**Question**

A crystal of zincblende-type HfN is strained equally along x and y, and independently along z. The row numbers in the column heads stand for in-plane strains of −0.05, −0.025, 0, 0.025 and 0.05. "Strain zz" is the strain along z, and every energy change is counted from the cell with both strains zero.

Calculated values. Zincblende-type HfN (a = 4.910 Å, not relaxed at this level) under biaxial strain in the xy plane and strain along z, fractional coordinates fixed. Ansatz 0.2.0, plane-wave PAW, LDA, scalar-relativistic, no spin polarisation, cutoff 420 eV, k mesh 16×16×16, Gaussian smearing 0.15 eV. Free energies are relative to the unstrained cell; pressure is positive in compression.

```csv
strain zz,energy change row 1 (meV/atom),energy change row 2 (meV/atom),energy change row 3 (meV/atom),energy change row 4 (meV/atom),energy change row 5 (meV/atom),pressure row 1 (GPa),pressure row 2 (GPa),pressure row 3 (GPa)
-0.05,88.0,7.4,-11.1,23.8,103.8,27.62,12.47,0.21
-0.025,41.7,-15.6,-14.0,37.9,132.2,19.65,6.00,-4.98
0,17.1,-19.3,0.0,66.8,173.7,12.49,0.21,-9.61
0.025,12.9,-4.8,30.1,109.9,227.8,6.07,-4.95,-13.71
0.05,27.3,26.5,75.2,166.4,293.7,0.35,-9.51,-17.33
```

(a) How does the height of lowest energy respond to the in-plane strain in rows 1 to 3, and what sets the size of the response? (b) Why are some energies negative, and why do rows 4 and 5 show no minimum?

**Model answer**

(a) A parabola through the lowest energy of each row and its two neighbours puts the best strain zz at +1.8 % in row 1, −0.7 % in row 2 and −3.3 % in row 3. Each percent of in-plane stretch therefore takes about one percent off the height. Keeping the volume constant would take two percent, because the crystal grows along two directions and can shrink along only one.

The opposite signs can be understood from the geometry of the bonds. All four Hf–N bonds of an atom point along body diagonals, so each has equal components along x, y and z. To first order each bond lengthens by one third of $2x+z$, where $x$ is the in-plane strain and $z$ the strain along z. A bond stretched in the plane can thus recover its length if the crystal becomes flatter.

Two cells show why this repair stops halfway. Cell A (row 2, strain zz 0) and cell C (row 1, strain zz 0.05) have nearly the same volume, and their bonds are both 2.09 Å long. Yet C lies 47 meV/atom higher. What differs is the shape: the bond angle that opens about z is 108° in A and 104° in C. Distances between second neighbours and the bands of the metal change along with the angle, and these energies do not divide the cost among them.

The best height is a compromise between volume and shape. For small strains $x$ and $z$, now counted from the cubic minimum, the energy per volume is

$$\frac{K}{2}(2x+z)^2+\frac{2G}{3}(z-x)^2,$$

where $K$ is the stiffness against a change of volume and $G$ that against this tetragonal change of shape. Setting the derivative with respect to $z$ to zero gives

$$\frac{z}{x}=-\frac{2K-4G/3}{K+4G/3}.$$

Without shape stiffness the ratio would be −2. As $G/K$ grows the ratio rises, passes through zero at $G/K=3/2$ and is positive beyond.

Both stiffnesses can be estimated without using the positions of the minima, although the cells compared are also points of the parabolas above. Between the cubic cells at strains −0.025 and 0 the pressure changes by 15.6 GPa and the logarithm of the volume by 0.076, so $K\approx 205$ GPa. For $G$, compare cell A with cell B (row 3, strain zz −0.05), which has almost the same volume of 14.05 Å³ an atom but lies 8.2 meV/atom higher:

$$8.2\ \text{meV}=\tfrac{2}{3}\,G\times 14.05\ \text{Å}^3\times(0.05^2-0.025^2),\qquad G\approx 75\ \text{GPa}.$$

The estimated ratio is $-(410-100)/(205+100)\approx-1.0$, as the minima show. Taking $G$ from the more strongly distorted cell C gives −0.93, about a tenth smaller in size, so the quadratic form is only approximate at such strains.

(b) The zero of energy is not the bottom of the valley. The unstrained cell is under a tension of 9.6 GPa, and moderate compression lowers the energy by relieving it. LDA usually favours short lattice constants, which fits this tension; the datasets made for another functional may also contribute.

Rows 4 and 5 add in-plane stretch to a cell that is already too large. Their best heights lie below the smallest strain zz of the scan, so the energy rises from the first point to the last. Continuing the trend of rows 1 to 3 would put the minimum of row 4 near −6 %, just outside the range.

**Remarks on the reasoning**

The lowest value in the table, −19.3 meV/atom, belongs to a tetragonal cell, which tempts one to announce a tetragonal ground state. Interpolation along equal strains puts the cubic minimum lower, at −21 to −24 meV/atom, with a lattice constant near 4.83 Å. The grid merely steps over it.

The estimate and the minima come from the same energy surface, so their agreement shows that a volume term and a shape term describe the response fairly well at these strains. It does not test LDA against nature.

A second trap is to look for the free height where the pressure vanishes. Pressure averages over three directions, whereas a film with a free top surface has zero stress along z only. At the best heights the pressure still runs from about +8 GPa in row 1 to −3 GPa in row 3. For a film held in its plane, then, choose the height by minimum energy at fixed in-plane strain. The one-for-one response found here belongs to the zincblende form and should not be carried over to ordinary HfN coatings, which have the rocksalt structure.

Printed output of the fit:

```
best zz strain in row 1 by parabola through three points (percent): 1.815
best zz strain in row 2 by parabola through three points (percent): -0.7418
best zz strain in row 3 by parabola through three points (percent): -3.321
fall of best zz strain per unit in-plane strain from row 1 to 2: 1.023
fall of best zz strain per unit in-plane strain from row 2 to 3: 1.032
Poisson ratio from the mean slope: 0.3393
best zz strain of row 4 if the slope goes on (percent): -5.889
pressure at the best zz strain of row 1 (GPa): 7.83
pressure at the best zz strain of row 2 (GPa): 1.928
pressure at the best zz strain of row 3 (GPa): -3.276
energy of cell B (row 3 and zz -0.05) above cell A (row 2 and zz 0) in meV/atom: 8.2
energy of cell C (row 1 and zz 0.05) above cell A in meV/atom: 46.6
bond length in cell A (A): 2.091
bond length in cell B (A): 2.091
bond length in cell C (A): 2.093
bond angle opening about z in cell A (degrees): 108.1
bond angle opening about z in cell B (degrees): 112.2
bond angle opening about z in cell C (degrees): 104
volume stiffness K from two cubic cells (GPa): 205.5
shape stiffness G from cells A and B (GPa): 74.8
shape stiffness G from cells A and C (GPa): 85.02
estimated fall of best zz per unit in-plane strain with G from A and B: 1.02
estimated fall of best zz per unit in-plane strain with G from A and C: 0.9335
cubic lattice constant at the interpolated minimum (A): 4.828
energy of cubic minimum from strains -0.025 and 0 and 0.025 (meV/atom): -20.88
energy of cubic minimum from strains -0.05 and -0.025 and 0 (meV/atom): -23.72
energy added by the last step of zz strain (meV/atom):
     row  row 1  row 2  row 3  row 4  row 5
  -0.025  -46.3    -23   -2.9   14.1   28.4
     0.0  -24.6   -3.7     14   28.9   41.5
   0.025   -4.2   14.5   30.1   43.1   54.1
    0.05   14.4   31.3   45.1   56.5   65.9
```
